**Q:** Nickel in NiO₂ is supposed to be Ni⁴⁺, with six d electrons left. Where would I see those six electrons in a calculated density of states?

**A:** They don't appear as a separate block. The table gives the number of electron states per eV at each energy, and how much of it belongs to the O 2p and Ni 3d orbitals. It lists only every second energy bin, so sums over rows and the heights and positions of peaks and dips are approximate.

Kohn-Sham density of states of NiO2 (R-3m, 3 atoms per cell, conventional a = 2.811, c = 14.444 Å), computed with Ansatz 0.2.0: LDA, plane-wave PAW, scalar-relativistic, no spin polarisation, 420 eV cutoff, 12×12×12 k mesh, fixed geometry. Tetrahedron values are averaged over 0.2 eV bins, with energies from the Fermi level; O 2p and Ni 3d are Löwdin projections summed over sites.

```csv
energy (eV),density of states total (states/eV/cell),DOS O 2p (states/eV/cell),DOS Ni 3d (states/eV/cell)
-7.95,0,0.000,0
-7.55,0,0.000,0
-7.15,0.16,0.100,0.04
-6.75,1.09,0.700,0.29
-6.35,2.81,1.750,0.91
-5.95,3.29,1.870,1.35
-5.55,3.41,1.880,1.39
-5.15,3.45,2.140,1.05
-4.75,0.84,0.570,0.22
-4.35,3.83,2.200,1.46
-3.95,2.88,1.540,1.2
-3.55,2.24,1.320,0.87
-3.15,1.06,0.570,0.48
-2.75,1.31,0.720,0.57
-2.35,1.56,1.100,0.43
-1.95,7.16,1.720,5.27
-1.55,4.18,2.020,2.07
-1.15,4.59,2.150,2.36
-0.75,2.28,1.200,1.05
-0.35,0.27,0.120,0.14
0.05,0,0.000,0
0.45,0.25,0.110,0.12
0.85,4.77,2.480,2.11
1.25,3.14,1.800,1.29
1.65,1.51,0.920,0.59
2.05,0,0.000,0
2.45,0,0.000,0
2.85,0,0.000,0
3.25,0,0.000,0
3.65,0,0.000,0
4.05,0,0.000,0
4.45,0,0.000,0
4.85,0,0.000,0
5.25,0,0.000,0
5.65,0,0.000,0
```

Ni 3d and O 2p share every row that has any states, from the bottom of the filled block at −7.15 eV to the top of the empty one at 1.65 eV. What survives of the ionic picture is the number of bands. Twelve O 2p electrons and six from nickel fill nine bands, and two bands stay empty above the gap.

**Q:** Why do just two bands split off?

**A:** Each nickel atom sits among six oxygen atoms. Two of its five d orbitals, called eg, point straight at the oxygens and overlap strongly with O 2p. The other three, called t2g, point between them and overlap weakly. Strong overlap gives a bonding combination deep in the filled block and an antibonding one pushed up, and those two antibonding bands are the empty ones. The orbital labels are standard ligand-field theory, since the table doesn't resolve the d orbitals one by one.

The calculation puts 0.85 eV between the filled and the empty bands. It allowed no magnetism, so the electron count and the bonding are enough to open a gap here; whether a magnetic state would lie lower is untested. LDA usually makes gaps too small, and the geometry wasn't relaxed with it, so I wouldn't use 0.85 eV as a measured gap.

**Q:** So the empty bands are the nickel eg orbitals?

**A:** By name and by number, yes, but not by content. They are 55 % O 2p and only 42 % Ni 3d. When two orbitals of equal energy mix, each combination is half one and half the other, however strong the coupling. Here the average energies of the listed Ni 3d and O 2p weight differ by only about 0.4 eV, while the states spread over more than 8 eV. That makes near-equal mixing plausible, though the averages cover all five d orbitals and not the eg pair alone.

The simple picture does slip on the finer balance. Nickel's average is the higher of the two, which should make the empty bands slightly richer in nickel, and they are slightly richer in oxygen. A difference of 0.4 eV is too small to settle the sign, because some O 2p weight lies above the energies listed and would raise oxygen's average.

**Q:** How many d electrons does nickel have, then?

**A:** You can work it out from what is empty. A full d shell holds ten electrons, and the two empty bands have room for four. If a fraction f of those bands is Ni 3d, and no d character lies in bands above them, the occupied d count is 10 − 4f.

Adding the four rows from 0.45 to 1.65 eV gives 0.12 + 2.11 + 1.29 + 0.59 = 4.11 for Ni 3d and 0.25 + 4.77 + 3.14 + 1.51 = 9.67 for the total. So f = 4.11/9.67 = 0.425, and the count is 10 − 4 × 0.425 = 8.3. Purely nickel-like empty bands would have given 6, and an equal mixture 8.

**Q:** Does the calculation agree?

**A:** Projecting its occupied states onto the Ni 3d orbitals also gives 8.3 electrons. The agreement shows that hardly any d character lies above these two empty bands; it is a balance of weights and doesn't by itself establish the bonding mechanism. The same balance for oxygen, 12 minus its part of the empty bands, gives 9.8 electrons against a projected 9.4. It fails there because some O 2p character sits in still higher bands. The output printed after this text lists these comparisons.

**Q:** But 8.3 looks like Ni²⁺. Has nickel not been oxidised?

**A:** In the formal sense it has, because both eg bands are empty. The extra d electrons come from bonds. Mixing between two filled bands moves no charge, because whatever one band gives up the other takes. Only mixing between filled and empty bands changes the count. The empty eg bands have taken on oxygen character, so their filled bonding partners must carry nickel character. Three bands can hold six electrons at most, so even if the three t2g bands were pure nickel, at least 2.3 of the 8.3 d electrons would sit in other filled bands, which an ionic picture would give to oxygen.

You could also describe this as Ni²⁺ with holes on oxygen. For a closed-shell state like this one, the projected weights don't distinguish the two descriptions. The exact count also depends on how the electrons are assigned to atoms, and on the functional: LDA tends to spread d electrons too far onto neighbouring atoms.

**Q:** What is the spike at −1.95 eV?

**A:** Ni 3d there is about four times the mean of the two neighbouring rows, while O 2p is only about a tenth above its own. Nickel makes up 74 % of the states in that row. This suits the t2g orbitals: where overlap is weak, a band runs nearly flat and many states pile up in a narrow range. The row can't hold all of them, though. At 5.27 states per eV, a bin 0.2 eV wide contains only about one d electron, so the t2g bands must reach other energies too, most likely those between the spike and the gap. The assignment itself is argued from theory.

**Q:** And the hole at −4.75 eV?

**A:** There both contributions collapse, Ni 3d to about 18 % and O 2p to about 26 % of the mean of their neighbours. A change from one kind of orbital to the other would have raised one as the other fell. The dip therefore marks an energy with few bands of either kind. With their spacing of 0.4 eV, the rows at lower energies than the dip add up to about 5.7 electrons, close to the six that three bands hold. So the dip seems to lie where the three lowest bands of the block end and the next ones begin.

**Q:** In the empty block, the nickel share keeps falling as the energy rises. Why?

**A:** It goes from 48 % at 0.45 eV to 39 % at 1.65 eV. Take one d orbital at energy E_d, coupled with strength V to an oxygen combination. In a state at energy E, the ratio of oxygen to nickel amplitude is (E − E_d)/V. The further a state lies above the nickel level, the more oxygen it contains, provided V stays about the same and it is the energy of the oxygen combination that rises. In the real crystal V varies from state to state too, so this is a possible reading of the drift and not a derivation.

**Q:** What should I take from this for another oxide?

**A:** Use two separate readings. For a closed-shell oxide like this one, the number of empty d-derived bands gives the formal d count, and from it the oxidation state, while their composition tells you how far the metal and oxygen share the missing electrons. For similar coupling, the closer a metal d level above O 2p comes down to it, the more oxygen those empty bands should contain, and the further the projected d count should rise above the formal one.

Numerical output:

```
States in the filled block from the listed rows (band count gives 18): 18.56
States in the empty block from the listed rows (band count gives 4): 3.868
Ni 3d share of the empty block, percent: 42.5
O 2p share of the empty block, percent: 54.91
Gap between band edges, eV: 0.8512
Ni 3d electrons projected in the run: 8.298
Ni 3d electrons from 10 - 4f with the share of the table: 8.3
Ni 3d electrons if the empty bands were pure d: 6
Ni 3d electrons if the empty bands were half d: 8
Least number of d electrons outside three full t2g bands: 2.298
O 2p electrons of both atoms projected in the run: 9.37
O 2p electrons from 12 - 4f with the share of the table: 9.804
O 2p sum less projected count, electrons: 0.4331
Centre of all listed Ni 3d weight, eV from the Fermi level: -2.419
Centre of all listed O 2p weight, eV from the Fermi level: -2.847
Ni 3d centre less O 2p centre, eV: 0.4287
Ni 3d at -1.95 eV over the mean of its two neighbour rows: 4.216
O 2p at -1.95 eV over the mean of its two neighbour rows: 1.103
Ni 3d at -4.75 eV over the mean of its two neighbour rows: 0.1753
O 2p at -4.75 eV over the mean of its two neighbour rows: 0.2627
Ni 3d share at -1.95 eV, percent: 73.6
Ni 3d share in the four rows of the empty block, percent: 0, 48, 44.23, 41.08, 39.07
```
